The natural guess is that the best correlation method gives the best atomization energy, and that the basis set is a matter of polish. For this small aluminium–silicon hydride the guess fails: MP2 in the quadruple-zeta basis lies closer to the reference than CCSD(T) in the triple-zeta basis. Three sizes are worth remembering. Leaving out correlation costs more than 160 kcal/mol, a triple-zeta basis costs about 17, and stopping at MP2 costs about 7.

HF and frozen-core MP2, CCSD and CCSD(T) energies from Ansatz 0.2.0 for gas-phase Al2H6Si2 (SMILES [SiH3][Al]1[AlH][SiH2]1) at the PBE0-D4/def2-TZVP geometry. The HF and MP2 limits are extrapolated from def2-TZVPP and def2-QZVPP; those of CCSD and CCSD(T) are the MP2 limit plus their difference from MP2 in def2-TZVPP.

| method | basis | basis functions | atomization energy (kcal/mol) | less CCSD(T) at the limit (kcal/mol) | less the same method at the limit (kcal/mol) |
| --- | --- | --- | --- | --- | --- |
| HF | def2-SVP | 102 | 439.84 | -167.39 | -3.01 |
| MP2 | def2-SVP | 102 | 554.72 | -52.52 | -45.05 |
| CCSD | def2-SVP | 102 | 554.52 | -52.72 | -43.00 |
| CCSD(T) | def2-SVP | 102 | 562.38 | -44.85 | -44.85 |
| HF | def2-TZVPP | 252 | 441.98 | -165.26 | -0.87 |
| MP2 | def2-TZVPP | 252 | 582.89 | -24.35 | -16.88 |
| CCSD | def2-TZVPP | 252 | 580.65 | -26.59 | -16.88 |
| CCSD(T) | def2-TZVPP | 252 | 590.36 | -16.88 | -16.88 |
| HF | def2-QZVPP | 460 | 442.72 | -164.51 | -0.13 |
| MP2 | def2-QZVPP | 460 | 592.83 | -14.41 | -6.94 |
| HF | limit | n/a | 442.85 | -164.39 | 0.00 |
| MP2 | limit | n/a | 599.77 | -7.47 | 0.00 |
| CCSD | limit | n/a | 597.52 | -9.71 | 0.00 |
| CCSD(T) | limit | n/a | 607.24 | 0.00 | 0.00 |

The reference is CCSD(T) at the basis-set limit, and a negative difference from it means that the molecule is bound too weakly. Every other row has a negative difference. Method error and basis error therefore add, and a cheap method in a small basis gains nothing from errors of opposite sign. The useful question is which of the two errors is the larger at a given level, because that is the one to spend effort on.

### What binding does to the electrons

Hartree–Fock recovers roughly three quarters of the binding and is nearly converged in the triple-zeta basis, where it is within 1 kcal/mol of its own limit. A larger basis cannot repair it, because the fault lies in the mean field. Each electron feels only the average of the others, so two electrons of opposite spin meet too often.

Binding makes this fault worse, as a count of pairs shows. The separated atoms hold four valence pairs, the 3s pairs of two aluminium and two silicon atoms, and the remaining valence electrons are unpaired. The molecule has 20 valence electrons in ten pairs. Six new pairs have formed, each with two electrons sharing one region of space, and their correlation energy strengthens the binding. One hydrogen in the computed structure leans across from the ring silicon to the aluminium atom that carries the silyl group, which spreads a pair over three centres but leaves the count unchanged.

The same pairs explain the slow convergence with the basis. Where two electrons of opposite spin meet, the exact wavefunction has a cusp, and products of smooth orbitals reproduce a cusp poorly. Electrons of equal spin are already kept apart by the Pauli principle. The numbers bear this out: opposite-spin pairs hold about 83% of the MP2 correlation energy that the molecule has in the triple-zeta basis, but about 92% of what it still lacks.

The atoms have pairs too, so part of the basis error cancels. In the triple-zeta basis the molecule lacks about 31 kcal/mol of MP2 correlation energy and the atoms together about 15. The difference, 16, goes straight into the atomization energy. By this reasoning a reaction that keeps the number and kind of electron pairs should need a smaller basis than atomization does, whereas one that creates many pairs is a hard case.

### What each correlation method buys

MP2 supplies most of the correlation binding in a single perturbative step. In the double-zeta basis about 86% of its error is basis error, so a better method without a basis correction would be money badly spent there. In the quadruple-zeta basis the two parts are about equal. From that point on, neither a larger basis nor a better method is enough alone.

CCSD is the disappointing step on this ladder. In each basis where both are listed, and at the limit, it lies slightly further from the reference than MP2, by about 2 kcal/mol in the triple-zeta basis. The two methods are nonetheless far apart in absolute terms. CCSD adds about 40 kcal/mol of correlation energy to the molecule, but about 42 to the atoms, and only the small difference survives in the binding.

A plausible reason for the large gain in the atoms is the empty 3p space of aluminium and silicon. It lies close to the 3s pair, which can be excited into it easily, and for an s pair beside empty p orbitals second-order theory usually recovers too little of the correlation energy. This explanation is argued from the shell structure and has not been tested on the separate atoms. In any case, the good agreement between MP2 and CCSD is a cancellation, not a sign that correlation beyond MP2 is small.

The triples in CCSD(T) break the balance in favour of the molecule. They describe three electrons avoiding one another at once, which has more scope among ten neighbouring pairs than in an isolated atom with three or four valence electrons. In the triple-zeta basis they add about 14 kcal/mol to the molecule and 5 to the atoms, and so raise the atomization energy by almost 10. Anyone who pays for CCSD here should therefore pay for the triples as well.

### Combining a large basis with a good method

Since the cusp is already present in MP2, its basis error should resemble that of CCSD(T). This suggests a simple model: take CCSD(T) in a small basis and add the change that MP2 shows on going to a larger one. The table allows a test between double and triple zeta, where both methods were computed. In kcal/mol,

$$
562.38 + (582.89 - 554.72) = 590.55 .
$$

The first number is CCSD(T) in the double-zeta basis, and the bracket is the MP2 basis step. The computed CCSD(T) value in the triple-zeta basis is 590.36, so the estimate is only 0.19 too high. No parameter was adjusted, and the computed value did not enter the estimate.

That accuracy should not be taken as an error bar. The same recipe applied to CCSD overshoots its computed value by about 2 kcal/mol. The larger basis strengthens the binding less for CCSD than for MP2, but it also increases the contribution of the triples by nearly the same amount. In CCSD(T) the two shifts cancel, and another molecule need not be so obliging.

The reference itself rests on this additivity. Its basis limit is that of MP2, corrected by the difference between CCSD(T) and MP2 in the triple-zeta basis. MP2, CCSD and CCSD(T) therefore have the same triple-zeta basis error by construction, which is no independent evidence that they converge alike. An uncertainty of 1 or 2 kcal/mol in the reference is a reasonable guess. It does not affect the comparison that opened this text, because both levels lie far below the reference and the gap between them was computed directly.

### Which level for which purpose

The accuracy required can be measured against chemical equilibrium. At room temperature an error of about 1.4 kcal/mol changes an equilibrium constant tenfold. If the full error of MP2 in the quadruple-zeta basis, about 14 kcal/mol, entered a reaction energy, the constant would be wrong by some ten powers of ten. Reactions that conserve electron pairs should fare better, but an atomization energy has little such protection.

Cost can be judged roughly from scaling. For a fixed molecule, the work of coupled cluster grows as the fourth power of the number of empty orbitals. Going from double to triple zeta multiplies it by about 90, and going on to quadruple zeta by another factor of 14. MP2 needs no iterations over amplitudes and grows more slowly with the size of the molecule, so it is the natural method for the largest basis.

For this molecule the sensible purchase is a division of labour. MP2 in triple and quadruple zeta, extrapolated, takes care of the basis, and CCSD(T) in triple zeta corrects the method. The extrapolation is not optional, since by its own estimate about 7 kcal/mol of basis error remains even in quadruple zeta. If a few kcal/mol can be tolerated, the correction may come from the double-zeta basis, which saves most of the coupled-cluster work. For a target of 1 kcal/mol, CCSD(T) in quadruple zeta is the next test to pay for.

Such a target also calls for terms outside this ladder. The atomization energies are purely electronic and leave out the correlation of the core electrons. Before comparison with a measured value, zero-point motion, core–valence correlation, scalar relativistic effects and the spin–orbit energies of the atoms must be included. For a hydride of ten atoms the zero-point energy alone is roughly some tens of kcal/mol, far more than the differences between the correlated methods.
